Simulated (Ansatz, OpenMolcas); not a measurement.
**Predicting a hybrid from its neighbours: C5H8O2 (acetylacetone (keto form))**

C5H8O2 has 15 atoms, charge 0, and is taken as a singlet. As SMILES, `CC(=O)CC(C)=O`. Geometry: relaxed at PBE0-D4/def2-TZVP. This is one conformer, not always the lowest.

The HOMO–LUMO gap y, in eV, basis 6-31G(d); a is the functional's share of exact exchange. Programs: Ansatz 0.2.0, OpenMolcas 26.06.

| functional | program | a | y (eV) |
| --- | --- | --- | --- |
| BLYP | Ansatz | 0 | 3.50 |
| TPSS | OpenMolcas | 0 | 3.68 |
| B3LYP | Ansatz | 0.2 | ? |
| PBE0 | Ansatz | 0.25 | 6.15 |
| BHLYP | Ansatz | 0.5 | 8.95 |

**Question.** Fit y = c + s·a to the known rows and predict B3LYP.

**Answer.** 
1. Means of the 4 rows: a = 0.1875, y = 5.570.
2. Σ(Δa)² = 0.17188, Σ(Δa·Δy) = 1.835, so the slope is 1.835/0.17188 = 10.676.
3. Intercept: 5.570 − (10.676) × 0.1875 = 3.568. The largest residual of the fit is 0.11.
4. B3LYP: 3.568 + (10.676) × 0.2 = 5.70 eV.

The run gave 5.65 eV, so the prediction is off by +0.05 eV, within the largest residual. Exact exchange lowers occupied levels and raises empty ones. The rows mix families of semi-local functionals, which the line can't see.

The gap widens steadily with the share of exact exchange, from 3.50 eV in BLYP to 8.95 eV in BHLYP, and B3LYP falls close to the line. In the keto form the CH2 group interrupts conjugation between the carbonyls, so the frontier levels are probably oxygen lone-pair combinations below and C=O π* combinations above. A semi-local potential treats both sets alike, whereas non-local exchange acts strongly on the compact, filled lone pairs and much less on the empty π* levels. The near-linearity suggests that the orbitals themselves change little as exchange is mixed in, leaving the gap to follow the weight of the exchange operator.

The widening therefore reflects a changing meaning of the orbital gap, from something near an n→π* excitation energy towards the difference between ionisation energy and electron affinity, and not a shift in the molecule's absorption. The successful interpolation supports the line as a guide to B3LYP in this basis, but doesn't show which functional gives the most realistic gap.
